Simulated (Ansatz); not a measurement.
## A series in volume scale on Ge

Free energy against uniform scaling of the volume at fixed shape and fractions; periodic cell, basis, potentials, k mesh and filling as listed. The results are calculated, by Ansatz 0.2.0.

The cell before it is scaled or strained (space group Cmmm, No. 65):
```
cell vectors (Å)
   1.3971    -2.6005     0.0000
   1.3971     2.6005     0.0000
   0.0000     0.0000     2.6982
atoms (fractions of the cell vectors)
Ge  0.50000  0.50000  0.00000
```

Settings of every row: functional PBEsol; dispersion none; potentials all-electron LAPW; k mesh 12x12x11; k shift 0x0x0; occupations fermi dirac; smearing width 0.1 eV; spin none.

Limits: coarse k mesh, up to 40 meV an atom off; the cell comes from a prototype or a list of computed structures and needn't be the stable phase.

| row | volume scale | V (Å³/atom) | energy above lowest point (meV/atom) |
| --- | --- | --- | --- |
| 1 | 0.92 | 18.037 | 0.4 |
| 2 | 0.96 | 18.822 | 0 |
| 3 | 1 | 19.606 | ? |
| 4 | 1.04 | 20.39 | 39.6 |
| 5 | 1.08 | 21.174 | 73.9 |

Question: what energy above lowest point should row 3 give?

Worked fit of energy above lowest point. Take u = (V_r/V)^(2/3) − 1 with V_r = 19.606 Å³ an atom, which is twice the finite (Eulerian) strain; such expansions in the strain, on which the Birch-Murnaghan equation of state is built, carry the rest volume and the bulk modulus. The shown rows have u = 0.05718, 0.02758, -0.0258, -0.05. Least squares give energy above lowest point = 14.09 − 751.5 × u + 8934 × u² meV/atom; a straight line predicts inner rows, each left out in turn, worse (root mean square 15 against 0.43 meV/atom). The rows lie off it by 0.1, -0.2, 0.2, -0.1. Its lowest point lies at u = 0.0421, or V = 18.43 Å³ an atom, and the curvature there gives the bulk modulus at fixed shape and fractions, B = (4/9)(1 + u)² E″(u)/V = 75 GPa. Letting shape and atoms relax would as a rule lower it, by much in layered, chain or molecular crystals. The withheld row has u = 0, so the fit gives 14.09 − 751.5 × (0) + 8934 × (0)² = 14.1 meV/atom.

The calculation gave 14.1 meV/atom. The fit meets it to the printed digit.
